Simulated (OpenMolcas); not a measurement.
## Predicting a hybrid from its neighbours: CH5AlO

CH5AlO: 8 atoms, total charge 0, spin state singlet. SMILES: `[CH3][AlH][OH]`. The coordinates come from a PBE0-D4/def2-TZVP relaxation. This is one conformer, not always the lowest.

The vertical ionisation energy (to the doublet cation) y, in eV, basis aug-cc-pVDZ; a is the functional's share of exact exchange. Programs: OpenMolcas 26.06.

```
functional     program     a  y (eV)
      BLYP  OpenMolcas     0    9.83
      TPSS  OpenMolcas     0    9.98
     B3LYP  OpenMolcas   0.2       ?
      PBE0  OpenMolcas  0.25   10.26
     BHLYP  OpenMolcas   0.5   10.41
```

Task: Fit y = c + s·a to the known rows and predict B3LYP.

Result: 
1. Means of the 4 rows: a = 0.1875, y = 10.120.
2. Σ(Δa)² = 0.17188, Σ(Δa·Δy) = 0.18, so the slope is 0.18/0.17188 = 1.0472.
3. Intercept: 10.120 − (1.0472) × 0.1875 = 9.924. The largest residual of the fit is 0.094.
4. B3LYP: 9.924 + (1.0472) × 0.2 = 10.13 eV.

The run gave 10.26 eV, so the prediction is off by -0.13 eV, about the largest residual. The rows mix families of semi-local functionals, which the line can't see.

The ionisation energy generally rises with the share of exact exchange, although B3LYP and PBE0 tie at 10.26 eV. Semi-local exchange tends to favour a spread-out hole and so makes the cation too stable. In this molecule the hole can probably spread over the Al–C and Al–H σ bonds, with some oxygen lone-pair character, and exact exchange reduces that bias.

The share of exact exchange isn't the only influence, since BLYP and TPSS differ with none at all. Nor does mixing families fully account for the missed prediction: a straight line through BLYP and BHLYP alone would also fall below B3LYP. B3LYP differs from these two in its gradient correction to exchange and in its admixture of local correlation, which probably raises the cost of removing an electron. The fitted slope is therefore an empirical average over these functionals, not the pure response to exact exchange, and it doesn't show which functional comes closest to the true ionisation energy.
